The gap of a semiconductor can be computed in one step beyond density functional theory by correcting each band energy for the screened response of the other electrons (the G0W0 method). This correction contains sums over empty bands, and the sums have to be cut off somewhere. For the layered crystal SnSe₂ the table shows what happens to the gap as the cut moves. The sweep value x is the number of bands in the sums divided by the number of plane waves that describe the response.

G0W0 gap of SnSe₂ (stretched three-atom cell) from GPAW 26.7.0, starting from PBE with PAW data sets (gpaw-data 1.2.1), a 500 eV plane-wave cutoff and a 2×2×1 k mesh, without spin–orbit coupling. The response uses a plasmon-pole model and a 120 eV cutoff; the sweep value is the number of bands divided by the number of plane waves in the response.

| sweep value | gap (eV) |
| --- | --- |
| 0.15 | 1.09470 |
| 0.25 | 1.10550 |
| 0.4 | 1.09760 |
| 0.6 | 1.09980 |
| 0.8 | 1.10300 |
| 1 | 1.10430 |
| 1.4 | 1.10070 |

**(a) Roughly how many bands do the lowest and the highest sweep value stand for?**

*Solution.* The plane waves of the response fill a sphere whose radius k follows from its cutoff, E = ħ²k²/2m. With E = 120 eV and ħ²/2m ≈ 3.8 eV Å², k ≈ 5.6 Å⁻¹. The number of plane waves in a cell of volume V is V k³/(6π²). For the three-atom cell, V ≈ 83 Å³, which gives 83 × 5.6³/59 ≈ 250.

The sweep value 0.15 therefore means about 37 bands, and 1.4 means about 350. If the high bands are treated as free-electron states, the highest one lies near 34 eV in the first case and near 150 eV in the second, counted from the bottom of the free-electron band. These are estimates from counting, good enough to show the scale. The count includes the occupied bands, which fill the lower part of this energy range. Even so, the shortest sum should reach above the band edges by many times the gap of about 1 eV.

**(b) How strongly does the gap depend on the number of bands, and in which direction?**

*Solution.* The dependence is weak. Between the smallest gap, at 0.15, and the largest, at 0.25, lie 10.8 meV, or about 1% of the mean gap. The number of bands meanwhile grows more than ninefold from the first row to the last.

There is no direction. The gap rises, falls, rises over three steps and falls again. The two extreme values sit side by side at the short end of the sweep, so it would be wrong to say that more bands open the gap or that they close it.

**(c) Why can a gap be so insensitive to bands that the theory formally requires?**

*Solution.* A gap is a difference between two levels, and a distant empty state acts on both of them in much the same way. In perturbation theory, a state lying far above a level pushes that level down, by an amount equal to a squared coupling divided by the energy distance. Seen from a state tens of eV higher up, the top of the valence band and the bottom of the conduction band are almost equally far away. The two distances differ by only a few percent, so if the couplings are similar, both edges sink together and the gap hardly notices.

The hydrogen atom in a weak electric field shows the same thing in a simpler setting. The field mixes excited states into the ground state, and each of them lowers it, so a longer sum gives a steadily lower energy. The spacing between two levels behaves differently. A higher state that the field couples to both levels lowers both, and the spacing changes by the difference of two pushes, which can have either sign. A state that couples to only one of them shifts that one alone.

The analogy ends where screening begins. In hydrogen the field is fixed from outside, whereas in the crystal the empty bands also help to build the screened interaction itself. Adding bands then changes the strength of every push, including the upward ones that come from occupied states. This is a further reason why the gap need not approach its final value from one side.

The cancellation is an argument from theory. The table holds gaps, not the separate band edges, and a flat gap is compatible with edges that still move together. The difference matters in a device. If SnSe₂ serves as a channel, the barrier at a metal contact depends on where a band edge lies relative to the metal, and a converged gap does not guarantee a converged edge.

**(d) Theory predicts a slowly fading remainder of the band sum. Can it be seen here and used to extrapolate to infinitely many bands?**

*Solution.* The form of the remainder follows from three factors. To reach a high state, an electron must take up a large momentum ħG. The Coulomb interaction enters twice, each time with a factor 1/G², and the energy distance in the denominator grows as G². One high state thus contributes about 1/G⁶. Since the number N of states up to G grows as G³, this is 1/N² per state, and the sum over everything beyond N falls as 1/N. This holds when the response cutoff grows along with N. At the fixed cutoff of this table the law can apply at most up to x near 1, for a reason given in part (f), so a fit to all rows is only a rough test.

If the law nevertheless held over the whole sweep, the last row would retain only about a tenth of the error of the first, since 0.15/1.4 ≈ 0.11. A least-squares fit of a constant plus b/x to the seven gaps places the gap at 0.15 below that at 1.4 by 5.5 meV. That looks like a remainder of sensible size.

It does not survive a simple test. The law is meant for long sums, and the first row has the fewest empty bands, so there is good reason to leave it out. The fit to the other six rows then puts the gap at 0.15 above that at 1.4, by 3.2 meV. The slope has changed sign, and in both fits its uncertainty is comparable with the slope itself or larger.

A plain constant does better. When each row in turn is predicted from the other six, the constant misses by 4.1 meV (root mean square) and the 1/x form by 5.2 meV. A remainder may exist, but it is hidden beneath the irregular changes from row to row. An extrapolation would turn the accident of one row into a correction.

**(e) One user needs the gap to within 50 meV and concludes that 0.15 is the threshold. Another sees the small step from 0.8 to 1 and takes it as the remaining error. Who is right?**

*Solution.* Neither is. The first user may work with 0.15 in this setup, because no row is more than 6 meV away from the one with the most bands. But a threshold separates values that fail from values that pass, and here every value passes. The sweep shows that 0.15 is sufficient for this bound, not that it is necessary.

The second user relies on a step of 1.3 meV. The next step, from 1 to 1.4, is −3.6 meV, almost three times as large and in the opposite direction. A small step says something about the error only when the steps shrink according to a known law, and even then the error can exceed the step. Under the 1/N law of part (d), the error left at x = 1 would be four times the step from 0.8 to 1. For an irregular sequence the range over several rows is the more honest measure, and from 0.6 upward it is 4.5 meV.

**(f) Would the gap stay at the same value if the cutoff of the response were raised as well?**

*Solution.* The table cannot promise that, because the two settings are coupled. The response contains only momenta inside the sphere of part (a). A smooth band-edge state needs a larger momentum than that to reach a free-electron state at 150 eV, so most of this coupling has been removed before the band is added. Part of the flatness at the upper end of the sweep is therefore built in. The cut is not sharp, since close to the nuclei the band-edge states contain short wavelengths of their own, and the gap does still change between 1 and 1.4.

Raising the cutoff admits new momenta and gives the high bands something to couple to. It also changes the meaning of x. The number of plane waves grows as the cutoff to the power 3/2, so doubling the cutoff multiplies it by about 2.8, and x = 0.15 would then stand for about 100 bands instead of 37. A sound test raises the cutoff and the number of bands together.

Zinc oxide is the well-known case in which this matters. The top of its valence band contains compact zinc 3d states, while the bottom of its conduction band is spread out and s-like. High momenta then act very differently on the two edges, the cancellation of part (c) fails, and a low response cutoff can make the gap look converged in the number of bands when it is not. In SnSe₂ the edges are mainly selenium 4p below the gap, and tin 5s mixed with selenium 4p above it. Both are fairly extended, which gives reason to hope for a milder effect, though only a sweep of the cutoff would show it.

The same reasoning serves for other compounds. The more alike the two band edges are in how tightly they hug the nuclei, the less the gap should depend on high empty bands.

**(g) Which digits of the gap can be trusted, and may it be compared with a measured one?**

*Solution.* As far as the number of bands is concerned, the gap is 1.10 eV with an uncertainty of about 0.01 eV. The third and fourth decimals change from row to row and should not be quoted as a property of SnSe₂.

That uncertainty covers only what was varied. The coarse mesh of k points, the absence of spin–orbit coupling, the simplified frequency dependence of the screening and optical matrix elements good to a few percent are common to every row. An error of the same size in all rows shifts the whole column and leaves its spread untouched, so it can be much larger than 0.01 eV without leaving a trace here.

The k mesh gives a concrete example. In each of these calculations the smallest gap is also the smallest direct gap, with both edges at the same k point. Yet bulk SnSe₂ is known to be an indirect semiconductor, whose band edges lie at different k points. A mesh with so few points, and only one plane of them along the stacking direction, can miss a band edge entirely, and adding bands does not repair that. The runs also did not request the corrections at every k point of the mesh, so the equality of the two gaps is no evidence of a direct material. The column may even hold the gap at a single k point instead of the smallest gap of the crystal.

The crystal cell is also slightly stretched compared with the real one. Agreement or disagreement with a measured gap would therefore say little about the method. What the column supports is narrower: at this cutoff and on this mesh, changing the number of bands within the sweep moves the gap by only about 0.01 eV.
